Why can a cruder treatment of electron correlation give a better bond energy than a fuller one? The radical H2B–NH is a case in point. Second-order perturbation theory, MP2, puts the energy needed to pull it apart into atoms only 71 meV below the reference. Coupled cluster with single and double excitations, CCSD, contains effects that MP2 leaves out, yet it falls short by 187 meV.

Atomization energy of the neutral doublet radical H2B–NH without zero-point energy, computed with Ansatz 0.2.0 and the in-house program AFQMC afq 1 (cc-pVDZ, frozen cores, UHF determinant for the molecule, PBE0/def2-TZVP geometry). ph means phaseless, with the trial function after the slash; free means no constraint, and released means that the constraint was let go.

```
        level  this level less the reference (released AFQMC, same basis) (meV)  statistical noise, one standard error (meV)
           HF                                                           -3292.0                                         0.00
          MP2                                                             -71.0                                         0.00
         CCSD                                                            -187.0                                         0.00
      CCSD(T)                                                             -33.0                                         0.00
  ph-AFQMC/HF                                                             243.0                                        52.00
ph-AFQMC/CISD                                                             -19.0                                        10.00
   free AFQMC                                                             -13.0                                        17.00
```

A negative error means that the molecule is bound too weakly. Hartree–Fock (HF) does this by more than 3 eV, because it lets electrons of opposite spin avoid each other only on average. When bonds form, electrons that sat on separate atoms come to share the same space, so there is more to gain from avoiding one another in detail. The total energies show the effect: going from HF to MP2 lowers the molecule by 6139 meV and the separate atoms by 2918 meV.

The tempting explanation for the next step is that MP2 has already caught nearly all of the correlation and that CCSD loses some of it again. To read this off a bond energy, one has to assume that a level recovers the same fraction f of the correlation energy in the molecule and in the atoms. The assumption can be tested, because the error in the atomization energy would then be the HF error, scaled down to the part still unrecovered:

error = (1 − f) × error of HF

The fraction f comes from the total energies of the molecule, so nothing is fitted. For MP2, 6139 of the 7302 meV that separate HF from the reference are recovered:

f = 6139 / 7302 ≈ 0.84
error ≈ (1 − 0.84) × (−3292 meV) ≈ −0.5 eV

The table has −71 meV, a far smaller error. For CCSD the same model gives −108 meV where the table has −187 meV. It therefore puts the two levels in the wrong order, and agrees with the HF row only because it is built on it. In the molecule itself CCSD is much the better method: its total energy lies 240 meV above the reference, against 1163 meV for MP2. The good MP2 atomization energy can't come from a good description of the molecule.

A second explanation is chance: the reference is a Monte Carlo result and carries noise. For MP2 and CCSD to be equally far from it, the reference atomization energy would have to be 129 meV lower, more than six of its standard errors. The order also survives a change of yardstick. Measured against CCSD(T), which has no statistical noise, MP2 is 38 meV too low and CCSD 154 meV too low.

What remains is cancellation. An atomization energy is the energy of the atoms less that of the molecule, so its error is a difference of two errors:

error = (atoms too high by) − (molecule too high by)
MP2: 1092 − 1163 = −71 meV
CCSD: 53 − 240 = −187 meV

The atomic values were obtained by this same subtraction, so the lines give the sizes of the two parts and do not test the idea independently. They show that MP2 fails almost equally on both sides, while CCSD nearly cures the atoms and leaves a clear gap in the molecule. The step from one level to the other doesn't involve the reference at all: the atoms fall by 1039 meV and the molecule by 923 meV. The fuller theory improves both, but the atoms more, and the computed binding weakens.

Why MP2 should do so poorly for the atoms is a matter of theory, which these numbers do not test separately. Hydrogen has one electron and no correlation energy, so the whole atomic error belongs to boron and nitrogen. In boron the filled 2s level lies close to 2p levels that are mostly empty, and the 2s pair can lower its energy by mixing in configurations with both electrons in 2p. MP2 counts each such excitation once and does not let the excited configurations act on one another. CCSD does, and with only three valence electrons in boron and five in nitrogen, little is then left to recover. In nitrogen the 2s pair can't move into 2p together, because each 2p level already holds an electron with the same spin as one of the two. MP2 is expected to miss part of the correlation there as well, but how its error divides between the two atoms was not computed.

The molecule has eleven valence electrons, and several pairs share the region of the B–N bond. Here the motion of one pair is more often disturbed by a third electron, an effect that enters with triple excitations. The (T) correction estimates it: the molecule drops by 193 meV and the atoms by only 39 meV. The atomization energy rises by 154 meV, which removes most of the CCSD error. That triples matter more in the molecule is thus a result of the calculation; the picture of crowded pairs is an argument from theory that these numbers do not test.

The row ph-AFQMC/HF shows that two errors can also add up. This Monte Carlo method is held in check by a single-determinant trial function, and it binds the molecule too strongly by 243 meV. About 130 meV of that comes from atoms that lie too high. The rest comes from a molecule that lies too low, by only about two standard errors. With the better CISD trial the error shrinks to −19 meV, although any remaining bias of the constraint is not part of the quoted noise. Nor is this an independent test: the reference is the end of the same run after the constraint was let go, and such a reference was admitted only if two high-level results agreed to within a few tens of meV. For free AFQMC, what may remain of the starting state is likewise not in the quoted noise.

In practice, a small error in an energy difference should not be read as a sign that the correlation energy has converged. The useful question is where each level leaves its error: in the fragments, in the molecule, or in both. For a similar small molecule of light atoms, theory suggests that HF and CCSD will bind too weakly and that triples will strengthen the binding. The MP2 result will depend on how well its two large errors happen to match, and that match can change with the basis set, or when the fragments are themselves molecules and no longer bare atoms.

For H2B–NH, CCSD(T), ph-AFQMC with the CISD trial and free AFQMC all lie within about two standard errors of the reference and can't be ranked among themselves. CCSD(T) is thus a sound choice here, and its step from CCSD shows how much the triples matter. These errors hold within one small basis set and with frozen cores, so they say how well each level treats correlation there, not how close it comes to experiment. Small B–N–H species also matter in the growth of boron nitride, an insulating layer in electronic devices; a reaction energy for such a step should not rest on MP2 merely because its atomization energy looks good. The output below gives the molecular and atomic parts for every level, together with the test of the equal-fraction model.

Printed output of the fit:

```
Total energy above the reference and share of correlation recovered:
            row  molecule (meV)  separate atoms (meV)  molecule (%)  atoms (%)
             HF            7302                  4010             0          0
            MP2            1163                  1092         84.07      72.77
           CCSD           240.1                  53.1         96.71      98.68
        CCSD(T)           47.21                 14.21         99.35      99.65
    ph-AFQMC/HF          -112.7                 130.3         101.5      96.75
  ph-AFQMC/CISD           22.77                  3.77         99.69      99.91
     free AFQMC           12.82                 -0.18         99.82        100
Equal-fraction model against the table (HF row fits by construction):
            row  predicted error (meV)  table error (meV)  prediction less table (meV)
             HF                  -3292              -3292                            0
            MP2                 -524.4                -71                       -453.4
           CCSD                 -108.2               -187                        78.76
        CCSD(T)                 -21.28                -33                        11.72
    ph-AFQMC/HF                   50.8                243                       -192.2
  ph-AFQMC/CISD                 -10.27                -19                        8.735
     free AFQMC                 -5.779                -13                        7.221
Error against noise of row and reference taken as independent:
            row  combined noise (meV)  error in units of that noise
             HF                  20.3                        -162.2
            MP2                  20.3                        -3.498
           CCSD                  20.3                        -9.212
        CCSD(T)                  20.3                        -1.626
    ph-AFQMC/HF                 55.82                         4.353
  ph-AFQMC/CISD                 22.63                       -0.8396
     free AFQMC                 26.48                        -0.491
HF to MP2, lowering of the molecule (meV): 6139
HF to MP2, lowering of the atoms (meV): 2918
MP2 to CCSD, lowering of the molecule (meV): 923.1
MP2 to CCSD, lowering of the atoms (meV): 1039
MP2 to CCSD, change of atomization energy (meV): -116
CCSD to CCSD(T), lowering of the molecule (meV): 192.9
CCSD to CCSD(T), lowering of the atoms (meV): 38.89
CCSD to CCSD(T), change of atomization energy (meV): 154
MP2, part of the molecular miss cancelled by the atoms (%): 93.9
CCSD, part of the molecular miss cancelled by the atoms (%): 22.12
Fall of the reference atomization energy at which MP2 and CCSD tie (meV): 129
The same fall in standard errors of the reference: 6.355
MP2 less CCSD(T), atomization energy (meV): -38
CCSD less CCSD(T), atomization energy (meV): -154
ph-AFQMC/HF, miss of the molecule in combined standard errors: -2.113
```
